### Results and discussion

Silicon is stiff, and a change of a few per cent in its volume looks small. The natural assumption is then Hooke's law: pressure is proportional to the change in volume, with the bulk modulus as the constant. Squeezing the crystal by 6 % and stretching it by 6 % should need pressures of equal size and opposite sign.

Diamond-structure silicon at several fixed volumes, calculated with Ansatz 0.2.0 using r2SCAN, scalar-relativistic PAW, plane waves up to 500 eV, a 10×10×10 k mesh for the two-atom cell, Gaussian smearing of 0.02 eV and no spin polarization. Energies are relative to silicon's standard crystal in the same functional, and pressure is positive in compression.

```csv
volume (Å³/atom),shortest distance (Å),energy over elements (eV/atom),pressure (GPa)
18.960,2.309,0.024,6.830
19.483,2.330,0.007,3.620
19.565,2.334,0.005,3.150
20.170,2.357,0.000,0.000
20.455,2.368,0.001,-1.320
20.775,2.381,0.005,-2.690
21.380,2.404,0.019,-4.990
```

The r2SCAN calculation doesn't behave this way. The pressure vanishes at a volume of 20.170 Å³ per atom, which serves as the reference. At 6 % below it the pressure is 6.83 GPa, but at 6 % above it the tension is only 4.99 GPa. Squeezing is thus 37 % harder than stretching by the same amount.

#### How the failure shows itself

A poorly chosen bulk modulus would also give wrong pressures, but in a different pattern. A modulus that is too low, for example, would make the pressure too small on one side and the tension too small on the other, and a better value would cure both. Here the average of the two end pressures is the telling number. Any law proportional to the volume change makes it zero, whereas the table gives $(6.83-4.99)/2=0.92$ GPa.

No choice of modulus can remove that remainder. With 97 GPa, the small-strain value derived below, the linear law lies below the calculated pressure in every row except the reference, where both vanish. It asks for too little pressure on squeezing and too much tension on stretching. A wrong reference volume could also cause misses of the same sign on both sides, but here the calculated pressure does vanish at the reference. The form of the law itself must be wrong.

#### What a perfect spring would do

Part of the asymmetry is geometry. In this series all distances in the crystal scale together, so its energy depends on a single length ratio, $x=(V/V_0)^{1/3}$, where $V$ is the volume per atom and $V_0$ its reference value. Suppose that the energy $E$ per atom is an ideal parabola in length, $E=\tfrac{9}{2}BV_0(x-1)^2$, with $B$ the bulk modulus at the reference. Since pressure is $P=-dE/dV$ and $dV=3V_0x^2\,dx$,

$$P=\frac{3B(1-x)}{x^2}.$$

Very close to $x=1$ this becomes the linear law again. Further away, the $x^2$ in the denominator matters: a shorter crystal has less surface, so the same spring force amounts to a higher pressure. The ratio of the two end pressures is 1 in the linear law, whatever the value of $B$. Here it doesn't depend on $B$ either, but it comes out as 1.13. The calculation gives 1.37, so most of the asymmetry must come from the spring itself.

#### Why the spring stiffens

A parabola is wrong in both limits. When atoms are pulled far apart, their attraction must fade, while the force of an ideal spring would grow without end. When they are pushed together, the valence electrons are confined more tightly and are forced against the filled inner shells, and their energy climbs steeply. These limits don't fix the shape close to the minimum, but a smooth curve that joins them can be expected to be steeper on the short side. That would account for misses of the same sign.

A diatomic molecule is the simplest system with such a curve: its bond, too, is easier to stretch than to compress. The comparison concerns the shape of the energy curve, not what produces it. In the crystal each atom has four neighbours, and the energy belongs to all the electrons together. The table confirms the lopsided shape, but it doesn't separate repulsion from bonding, so their roles rest on the argument above.

A simple repair multiplies the force of the ideal spring by a factor that grows by a constant fraction for each step of shortening:

$$P=\frac{3B(1-x)}{x^2}\,e^{s(1-x)}.$$

This is the Vinet equation, and the number $s$ measures the stiffening. A least-squares fit to the four rows within 3 % of the reference volume gives $B=97.0$ GPa and $s=4.9$. The reference row has zero pressure for any choice of these constants, so only three rows really determine them. The other three rows are left as a test, because Hooke's law claims to hold only for small changes.

The smallest volume, which was not in the fit, can be worked by hand. There $x=(18.960/20.170)^{1/3}=0.9796$, so lengths have shrunk by about 2 %. The plain spring part and the stiffening factor are

$$\frac{3\times 97.0\times 0.0204}{0.9796^2}\approx 6.2\ \text{GPa},\qquad e^{4.9\times 0.0204}\approx 1.1 .$$

Their product is about 6.8 GPa, as in the table. A crystal only 2 % shorter therefore pushes back about 10 % harder than an ideal spring would.

With unrounded constants, all three test rows are met to within 0.005 GPa, about as finely as the table gives its pressures. The plain spring, fitted to the same four rows, is 9 % too low in pressure at the smallest volume and 10 % too high in tension at the largest. Such success supports a smoothly stiffening crystal, but it doesn't prove that the stiffening is exactly exponential. Other smooth curves with the same slope and curvature could do as well over so short a range.

#### The energy tells the same story, more quietly

The pressures come from the calculated stress, which in a finite set of plane waves need not equal the slope of the energy exactly. The total energies of the same runs provide a separate test. Adding up the fitted pressure over the change in volume reproduces them to about 0.01 meV per atom in every row, although no energy entered the fit. The asymmetry is therefore not a fault of the stress.

In the energy the failure is easier to overlook. Squeezing by 6 % costs 24.5 meV per atom and stretching by 6 % costs 19.8 meV, a difference of less than 5 meV. The energies in the table are given only to 1 meV and can differ from these finer values by nearly that much. Pressure is the sharper witness for a mathematical reason as well: taking the slope multiplies the quadratic, Hooke-like part of the energy by two but the cubic, lopsided part by three.

#### What this means for using a bulk modulus

For small changes, the Vinet equation gives a simple rule: the linear law is wrong by about 2.6 % of the true pressure for each 1 % change in volume. It underestimates the pressure on squeezing and overestimates the tension on stretching. At a 3 % change the rule predicts an error of about 8 %, which is what the table shows on both sides. A volume change of 1 % corresponds to roughly 1 GPa, so the linear law serves well for loads far below that.

The same reasoning shows how to obtain a modulus from few data. The squeezed end alone gives $6.83/0.06\approx 114$ GPa and the stretched end alone $4.99/0.06\approx 83$ GPa. Their mean lies within 2 % of the small-strain value, because the lopsided part cancels between two equal and opposite steps. A single quotient of this kind, taken on one side, keeps the whole error, however precise the calculation behind it.

The smooth law holds only for one crystal structure. The atoms keep the diamond arrangement throughout, so the calculation can't reveal a change to another structure, which real silicon is known to undergo under stronger compression. Extending the curve to such pressures would describe a crystal that may no longer exist. Thermal and zero-point motion are also absent, so the reference volume and the modulus belong to atoms at rest.
